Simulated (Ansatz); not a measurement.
**Ligand exchange: CClF3 + Sn(CH3)(SH) → CHF3S + Sn(CH3)Cl**

Gas-phase species: CClF3 `FC(F)(F)Cl`, singlet; Sn(CH3)(SH), singlet; CHF3S (trifluoromethanethiol) `FC(F)(F)S`, singlet; Sn(CH3)Cl, singlet. The partners trade Cl for SH: C–Cl and Sn–SH bonds give way to C–SH and Sn–Cl.

Shapes, held fixed at every level: PBE0-D4/def2-TZVP. Flexible molecules stand in one conformer, not always the lowest. Programs: Ansatz 0.2.0. The zero-point and thermal change to 298 K, harmonic and unscaled (PBE0-D4/def2-TZVP), is +0.3 kJ/mol.

| level | kind | ΔH(298 K) (kJ/mol) | less CCSD(T)/def2-TZVPP |
| --- | --- | --- | --- |
| HF/def2-TZVPP | Hartree–Fock | -53.5 | -15.0 |
| PBE-D4/def2-TZVPP | GGA | -35.0 | +3.5 |
| B3LYP-D4/def2-TZVPP | global hybrid | -42.9 | -4.4 |
| wB97M-V/def2-TZVPP | range-separated hybrid | -43.7 | -5.2 |
| CCSD(T)/def2-SVP | coupled cluster or CI | -33.3 | +5.2 |
| CCSD/def2-TZVPP | coupled cluster or CI | -41.8 | -3.3 |
| CCSD(T)/def2-TZVPP | coupled cluster or CI | -38.5 | 0.0 |

The highest level, CCSD(T)/def2-TZVPP, gives ΔH(298 K) = -38.5 kJ/mol; the levels span -53.5 to -33.3. The column of differences is taken from that level and isn't an error. No measured value is set beside it here. For atoms past krypton def2 sets carry core potentials with scalar relativity. Outer-core shells of Sn are correlated, in sets that cover them unevenly.

Every level makes the exchange exothermic, with chloride ending up on tin and SH on carbon. The main reason is probably the polarity of the bonds to tin. Electropositive Sn(II) gains more from the electronegative, compact chloride than from the softer thiolate, whereas carbon in a CF3 group, itself electron-poor, discriminates less between the two. The near-zero thermal term fits an exchange that conserves the number of molecules and largely preserves the bond types.

Hartree–Fock exaggerates the driving force. Correlation lowers it, mostly at the CCSD stage and further with triples, which suggests that correlation stabilises the C–Cl/Sn–S pairing more than the C–S/Sn–Cl one.

Enlarging the basis from def2-SVP to def2-TZVPP makes the CCSD(T) value more negative by 5.2 kJ/mol, as much as the largest deviation among the density functionals. The sign is therefore secure, but PBE-D4's slight lead over the hybrids is not. In condensed phases, chloride or thiolate bridging between stannylenes could shift the balance.
